To calculate the energy needed to stretch a C–H bond of methylsilane, one must decide how far a single determinant can be trusted. Restricted Hartree–Fock (RHF) keeps the two electrons of the bond in one shared orbital. Unrestricted Hartree–Fock (UHF) lets them occupy different orbitals, and CASSCF with two electrons in two orbitals lets the pair mix two configurations. One possible alarm for a failing single determinant is spin contamination in UHF. For this bond the alarm sounds late, after a large error has already built up.

PySCF 2.14.0 calculations on neutral singlet methylsilane (CH₃SiH₃) with RHF, broken-symmetry UHF and CASSCF (two electrons in two orbitals), all in the def2-SVP basis. One C–H bond of the GFN2-xTB geometry is stretched with all other atoms held fixed. Spin squared refers to UHF, and the weak orbital occupation to the CASSCF natural orbitals.

| bond length (Å) | CASSCF energy over its lowest point (eV) | RHF energy over CASSCF (eV) | UHF energy under RHF (eV) | spin squared | first weak orbital occupation |
| --- | --- | --- | --- | --- | --- |
| 0.980 | 0.331 | 0.340 | 0.000 | 0.000 | 0.012 |
| 1.070 | 0.000 | 0.397 | 0.000 | 0.000 | 0.016 |
| 1.180 | 0.030 | 0.474 | 0.000 | 0.000 | 0.023 |
| 1.280 | 0.287 | 0.552 | 0.000 | 0.000 | 0.031 |
| 1.440 | 0.898 | 0.695 | 0.000 | 0.000 | 0.050 |
| 1.660 | 1.813 | 0.935 | 0.000 | 0.002 | 0.092 |
| 1.930 | 2.773 | 1.308 | 0.422 | 0.561 | 0.175 |
| 2.350 | 3.721 | 2.056 | 1.663 | 0.876 | 0.376 |
| 3.000 | 4.242 | 3.373 | 3.366 | 0.988 | 0.702 |

### An error that spin squared does not see

RHF lies above CASSCF at every bond length, and the gap widens at every step of the stretch. It is 0.40 eV at 1.07 Å, the lowest point of the scan, and 3.37 eV at 3.00 Å. Only the growth, about 3.0 eV, distorts the energy of stretching, because a constant offset would cancel. As a result RHF climbs 7.2 eV between these two points where CASSCF climbs 4.2 eV.

UHF could do better, but up to 1.66 Å it does not. Its energy there equals that of RHF, and its spin squared, which is 0 for a pure singlet and 2 for a triplet, stays at or very near zero. Yet at 1.66 Å the common energy of RHF and UHF lies 0.94 eV above CASSCF, the largest error that UHF makes anywhere in the scan. A clean spin value therefore shows only that UHF has found no better solution than RHF. It does not show that the solution is good.

The CASSCF occupation of the weakly filled orbital gives the earlier warning. It rises smoothly from 0.016 at 1.07 Å to 0.092 at 1.66 Å, while spin squared hardly moves. The bond does not break suddenly when UHF finally responds. The electron pair has been loosening all along.

### Why one shared orbital fails

The bonding orbital is, roughly, the sum of an orbital on carbon and one on hydrogen. Placing both electrons in it fixes how often they meet: if the two ends are treated as equivalent, half of the wavefunction has one electron on each atom, and the other half has both on the same atom. Near the normal bond length this is a tolerable price for strong bonding. In a stretched bond the electrons should stay apart, but RHF keeps the costly ionic half.

CASSCF removes part of the ionic half by mixing in a second configuration, with both electrons in the antibonding orbital. The two configurations enter with opposite signs, so their ionic parts cancel partly while their covalent parts add. How much is mixed in can be read from the table. If n is the first weak orbital occupation, the amplitude of the second configuration relative to the first is

r = √[n / (2 − n)].

The energy follows from the same two configurations. Let E₁ be the energy of the bonding configuration and K the exchange integral that couples it to the antibonding one. The first row of the two-by-two eigenvalue equation then reads

E(CASSCF) = E₁ − K r.

If E₁ is close to the RHF energy, the RHF error is about K r. RHF optimises its own orbital and so lies no higher than E₁, which means that the error divided by r gives a lower bound to K.

This relation can be tried across the whole stretch with a single row as its source. At 1.07 Å, r is 0.090 and the RHF error is 0.397 eV, which gives K ≈ 4.4 eV. At 3.00 Å the weak occupation is 0.702, so r = √(0.702/1.298) ≈ 0.74. The predicted RHF error is then 4.4 eV × 0.74 ≈ 3.3 eV, against 3.37 eV in the table. The row at 3.00 Å played no part in fixing K, but it did supply its own r. The test is therefore whether one coupling serves the whole stretch, not whether the error can be foretold from the bond length alone.

A least-squares fit of the RHF error to K r over all nine rows, with K as the only constant, gives 4.45 eV and a typical miss of 0.05 eV. A straight line in n itself misses by more, 0.09 eV, although it has two constants. The square root matters because energy responds to the amplitude of the second configuration, whereas the occupation measures its weight. An occupation of one or two hundredths therefore looks negligible and still goes with an error of some tenths of an eV.

The model also shows what drives the trend. The coupling implied by the separate rows stays between 4.2 and 4.6 eV, while r grows about eightfold from 1.07 to 3.00 Å. These values are lower bounds, so K itself may rise somewhat while RHF relaxes further below E₁. The larger change is in the gap: the two-by-two equation puts it at about 11 times K at 1.07 Å and only 0.6 times K at 3.00 Å. Stretching weakens the overlap between the two ends, and this brings the bonding and antibonding configurations closer in energy. The coupling then mixes them more strongly. What counts is thus the energy gap between the configurations compared with K, rather than the bond length as such.

### Why UHF reacts late and then overreacts

UHF has another way to keep the electrons apart: it moves the spin-up orbital towards one end of the bond and the spin-down orbital towards the other. Let x be the overlap of these two orbitals, equal to 1 when they coincide as in RHF. For two equivalent ends, the bonding energy shrinks in proportion to x and the ionic repulsion in proportion to x². With Δ for the gap between the antibonding and bonding configurations, the energy is

E(x) = constant − Δx/2 + Kx².

Moving the orbitals slightly apart costs bonding energy at the rate Δ/2 and saves repulsion at the rate 2K. As long as Δ is larger than 4K, the cost wins and UHF stays identical to RHF. CASSCF has no such threshold, because mixing two coupled configurations lowers the energy at any finite gap. That is why the occupation changes smoothly while spin squared waits.

The threshold can be translated into an occupation. The second row of the eigenvalue equation gives Δ/K = (1 − r²)/r, and the minimum of E(x) lies at x = Δ/(4K), so

x = (1 − r²)/(4r).

Setting x = 1 gives r = √5 − 2 ≈ 0.24, which corresponds to a weak occupation of about 0.11. Interpolating the logarithm of the CASSCF occupation places this value near 1.7 Å. The table agrees: UHF is still effectively RHF at 1.66 Å and has broken symmetry at 1.93 Å.

Beyond the threshold the model predicts a spin squared of 1 − x². At 1.93 Å this gives 0.47, while UHF has 0.56; at 3.00 Å the two agree to about 0.01. The model thus catches the onset and the approach to 1, but it makes the first rise too small. The model leaves out both the unequal ends of a real C–H bond and the freedom of UHF to reoptimise all its orbitals. Either may be the reason, and the scan does not separate them.

Well past the threshold, UHF separates the electrons too thoroughly. If all its spin contamination is assigned to this one pair, the weak occupation in UHF is 1 − √(1 − spin squared). At 2.35 Å that amounts to 0.65, whereas CASSCF has 0.38. UHF thus passes from a pair that is too closed to one that is too open.

The gain in energy is paid for in spin. A determinant with one spin-up electron at one end and one spin-down electron at the other is not a singlet, because a singlet also needs the arrangement with the spins exchanged. At 3.00 Å spin squared is 0.99, which means nearly equal parts of singlet and triplet if only these two mix. The energy has improved, but the state is no longer the one that was asked for.

### Two agreements that mislead

At 2.35 Å UHF seems to have recovered. Its climb from 1.07 Å is 3.72 eV, the same as that of CASSCF to within 0.01 eV. But UHF lies about 0.39 eV above CASSCF at 2.35 Å and 0.40 eV above it at 1.07 Å. The agreement is a cancellation of two equal errors, one from a closed pair without correlation and the other from a broken-symmetry pair.

At 3.00 Å the total energies nearly coincide, with UHF only 0.007 eV above CASSCF. Now the cancellation is gone: the error at 1.07 Å remains, while the error at the stretched end has almost vanished. The UHF climb is therefore 0.39 eV too small compared with CASSCF. Nor does the near-match of the totals certify either method, since UHF can spin-polarise electrons that this small CASSCF treatment keeps paired.

The shape of the curve gives UHF away. Between 2.35 and 3.00 Å its energy rises by only 0.14 eV, while CASSCF still rises by 0.52 eV. A curve that levels off this early suggests a broken bond, but the CASSCF weak occupation has reached only 0.70, short of the value of 1 for two separate electrons. The CASSCF climb of 4.2 eV is accordingly not yet a dissociation energy.

CASSCF is the right yardstick here for the loosening of one electron pair. It leaves out the correlation among the other electrons and most of the dynamic correlation as a whole, the basis is small, and the rest of the molecule is held rigid while the hydrogen moves away. The comparison between the methods is therefore sounder than any absolute bond energy taken from the curve.

For this bond the practical rule is to compare amplitudes at both ends of an energy difference. As long as UHF coincides with RHF, the error in the climb is about 4.4 eV times the change in r. From 1.07 to 1.44 Å, r grows from 0.09 to 0.16, which already means an error of about 0.3 eV, at a weak occupation of only 0.05 and with spin squared still at zero. If an error of that size matters, a clean spin value is no reason to stay with UHF. A two-configuration treatment should then be used at both ends of the energy difference, because switching to it part-way would add the RHF error of the starting point to the result.
